## Question

Five molecules X–Zn–NH₂ were computed twice with density-functional theory, at the same geometries. From run A to run B the highest occupied level (HOMO) falls by about 1.2 eV, the 1s levels fall by about 8 to 47 eV, and the atomization energy moves by at most 0.17 eV, under 1 % of its value in A.

Ansatz 0.2.0, gas phase, PBE0-D4/def2-TZVP geometries; two unnamed functionals in def2-TZVPP. Core *[Zn][NH2] (SMILES) with the group * varied; the marked atom is the Zn that carries it. HOMO and atomization energy in two functionals. Atomization energy = free atoms minus molecule at the same level, electronic, with no zero-point or spin-orbit term.

```tsv
group *	formula	binding atom	its electronegativity	bond from the marked atom to the group (Å)	sum of bond angles at the marked atom (°)	valence electrons	HOMO, functional A (eV)	HOMO, functional B (eV)	HOMO, B less A (eV)	atomization, A (kJ/mol)	atomization, B less A (kJ/mol)
*H	H3NZn	H	2.200	1.523	176	20	-5.34	-6.55	-1.21	1227	-0.1
*Br	BrH2NZn	Br	2.960	2.231	175	26	-5.88	-7.12	-1.24	1270	3.3
*N	H4N2Zn	N	3.040	1.811	174	26	-5.31	-6.54	-1.23	2022	-11.3
*Cl	ClH2NZn	Cl	3.160	2.093	175	26	-5.92	-7.16	-1.25	1310	2.0
*O	H3NOZn	O	3.440	1.772	172	26	-5.64	-6.89	-1.25	1757	-16.5
```

The asterisk marks the group X; *N stands for NH₂ and *O for OH. Zinc has two neighbours, so the sum of angles is the single angle X–Zn–N. Electronegativities are Pauling's values for the binding atom, and the valence count includes the ten d electrons of zinc. The same runs give these shifts, B less A: LUMO +0.43 to +0.53 eV; a nearly degenerate pair of zinc 3d levels −2.41 to −2.49 eV; 1s levels of N −8.40, O −9.57, Cl −21.83, Zn −39.52 and Br −46.70 eV (N and Zn averaged over the five molecules); total energies −0.08 to +0.36 eV. Both runs have the same number of orbitals, and both add a dispersion correction.

(a) Which orbital is the HOMO, and why is its shift almost the same in each row? (b) What ingredient distinguishes B from A, and how much of it is there? (c) What else could look alike? (d) Why does the atomization energy hardly respond?

## Model answer

### (a) One orbital, one shift

The HOMO does not follow the electronegativity of X: *O lies above *Cl and *Br, and *N lies within 0.03 eV of *H. It follows the 1s level of the amide nitrogen. A least-squares line through the five rows of A has slope 0.95 and a scatter of 0.02 eV. Two levels that move together sit in the same electrostatic potential, so the HOMO is taken to be the lone pair of the amide nitrogen, raised or lowered by the group across the zinc. This assignment is inferred from energies. The two top levels of *N, at −5.31 and −5.42 eV in A, fit it, since that molecule has two amide lone pairs.

If the orbital keeps its shape, a change of functional acts on it equally in each molecule. The mean shift, −1.24 eV, reproduces the five rows with an rms misfit of 0.015 eV; a shift proportional to the depth of the level misses by 0.046 eV. The spread of 0.04 eV exceeds the rounding. A line in electronegativity absorbs it, but with two parameters for five rows and with *Br and *N in the wrong order, so no cause is read from it.

### (b) Sign, size and scaling

Occupied levels fall and the LUMO rises in every row, so the gap opens by 1.6 to 1.8 eV from 4.05–4.35 eV. The new term tells filled from empty orbitals, which a common local potential does not do. It also grows with compactness: the 3d pair moves twice as far as the lone pair. For the 1s levels, a least-squares line of ln|shift| against ln Z over the five elements has slope 1.07. The Coulomb repulsion of an orbital with itself goes as one over its radius, and so as Z for a 1s orbital. All three clues point to exact (Fock) exchange, which cancels that self-repulsion for an occupied orbital and offers no such term to an empty one, which loses part of its semilocal exchange attraction and so rises.

The amount follows from an analogy with the hydrogen-like ion. A 1s spin orbital is given the exponent ζ = Z − 0.3 and an occupation n. Its level is the derivative of the energy with respect to n, and only the exchange energy Eₓ is followed, in hartree (27.2 eV).

1. Exact exchange is −n²J/2 with the self-repulsion J = 5ζ/8. At n = 1, Eₓ = −0.3125ζ and dEₓ/dn = 2Eₓ = −0.6250ζ.
2. Local exchange goes as the density to the power 4/3. Integration gives Eₓ = −0.2680ζ, and dEₓ/dn = (4/3)Eₓ = −0.3574ζ.
3. A common gradient correction, integrated and differentiated numerically, brings these to −0.3098ζ and −0.3926ζ.

The gradient-corrected energy is within 1 % of the exact one, while its derivative is only about 0.63 of the exact one. Swapping one for the other completely moves the level by (−0.6250 + 0.3926)ζ hartree = −6.32ζ eV. For nitrogen, ζ = 6.7 and the full swap gives −42.3 eV; the computed −8.40 eV is the fraction 8.40/42.3 ≈ 0.20 of it. Nothing is fitted across elements; each gives its own fraction, from 0.197 for O to 0.213 for Br. B therefore holds about one fifth more exact exchange than A, and the simplest reading is a hybrid set against a gradient-corrected functional with none.

The analogy has one orbital and no neighbours. It omits exchange with other shells and all correlation, which is tolerable for a 1s shell and not for a lone pair, where the local potential is set by the density of several orbitals. For the HOMO it supplies the sign and the ordering by compactness, not the 1.2 eV.

### (c) Look-alikes

Scalar relativity also lowers 1s levels, by Z⁴α²/8 hartree in a hydrogen-like ion (α is the fine-structure constant). At chlorine this is 15 eV against the computed 22 eV, close enough to mislead, but it gives 0.4 eV at N and 272 eV at Br. A solvent, a field or a charge would move levels on one atom together, as the groups do in part (a), whereas here N 1s moves seven times as far as the lone pair. A change of basis is excluded by the caption, which names one basis for both runs, and an added dispersion energy leaves the orbitals untouched. A correction on the zinc d shell alone would spare N 1s. Exact exchange at long range only would give all compact orbitals about the same shift, not one that grows as Z.

Two cases survive. A screened hybrid keeps the short-range exchange that the cores feel, and the fraction rests on the swap being plain. A plain quarter would move N 1s by −10.6 eV, well beyond the computed −8.40 eV, but a larger fraction fits if B keeps less of the gradient correction than a plain swap leaves.

Gas-phase single points with Ansatz 0.2.0, using BLYP-D4 and B3LYP-D4 in the def2-TZVPP basis at PBE0-D4/def2-TZVP geometries. The molecules carry a varied group * on the zinc of Zn–NH2, and this zinc is the marked atom. Atomization energies are electronic, free atoms minus molecule at the same level, with no zero-point or spin-orbit term.

B3LYP takes 0.20 exact exchange, 0.80 local exchange and 0.72 of the B88 gradient correction used in step 3; BLYP takes none, all and all. The difference is not a plain swap. The level moves by 0.20 × (−0.6250 + 0.3574)ζ − 0.28 × (−0.3926 + 0.3574)ζ = −0.0437ζ hartree, or −1.19ζ eV. For nitrogen this is −8.0 eV, 5 % short of the computed shift; the shortfall is 4 % at O and grows to 12 % at Br. B3LYP also replaces part of the LYP correlation by the local VWN-RPA form, which binds more and lowers filled and empty levels alike by a small amount, the HOMO included. A correlation potential changes only slowly with density, so it can supply much of the 0.4 eV missing at N but not the 5.5 eV missing at Br. That growth lies on the exchange side and suits the neglected exchange between shells. Zinc and bromine are treated with all electrons and no relativity, which suits this comparison but makes their absolute core levels unrealistic.

### (d) Levels are slopes, atomization is a difference of values

The same recipe applied to the energies gives 0.20 × (−0.3125 + 0.2680)ζ − 0.28 × (−0.3098 + 0.2680)ζ ≈ +0.003ζ hartree, about fifteen times smaller than the level shift and opposite in sign. For the heavy cores this still amounts to several eV, so totals that change by under 0.4 eV need an offset, for which the altered correlation is the natural candidate. In an atomization energy the core parts cancel between atoms and molecule, and what remains is a small valence balance with either sign: +3.3 kJ/mol for *Br, −16.5 for *O, at the same valence count.

Part of it is dispersion. The D4 term is smaller for B3LYP and, since free atoms have none, lowers the atomization energy by 3.1 (*H) to 4.8 (*N) kJ/mol. The −0.1 kJ/mol of *H is a cancellation of −3.1 and +3.0. Without D4, *Br and *Cl gain 7.1 and 5.8 kJ/mol, while *N and *O still lose 6.5 and 12.6.

Why those two lose is a guess. Exact exchange may weaken the bonds of compact, electron-rich atoms such as N and O, which sit closer to zinc than Cl and Br do. The groups *N and *O also carry extra N–H or O–H bonds, which is why their totals in A are high and do not rank the Zn–X bond. The count of those bonds alone does not give the order, since *O has one and loses about twice as much as *N with two; beyond that, five rows cannot tell these factors apart. The energies are single points away from the functional's own minimum (forces in B reach about 0.3 eV/Å on zinc in *H) and on one conformer, so differences of a few kJ/mol deserve caution. The missing atomic spin-orbit term inflates the atomization energy, most for *Br, but cancels in B less A.

## Remarks on the reasoning

The HOMO columns alone show only that B binds a valence level more tightly, which several settings can do. The opposite sign of the LUMO and the exponent near 1 carry the identification; a single core level would not, as chlorine shows.

The inferred 0.20 looks better than it is. The plain swap overstates the shift per ζ (0.20 × 6.32 = 1.26 against 1.19 eV), and the one-orbital picture understates it, so two errors partly cancel. The coefficients of B3LYP are built into run B; agreement to about a tenth tests the hydrogen-like picture, not the functional.

The near-constant shift belongs to this orbital, not to the pair of functionals. The level below the HOMO, read as a lone pair of X, moves by −1.17 eV for *Br, −1.28 for *Cl and −1.46 for *O, in order of compactness. A fluoride should keep the amide HOMO and its shift, with its own lone pairs falling further; a group soft enough to supply the HOMO itself should shift less.

Semilocal HOMOs are known to lie well above minus the ionization energy, and a fifth of exact exchange removes only part of the self-repulsion behind that. An answer that calls B correct claims more than a comparison of two functionals can give.
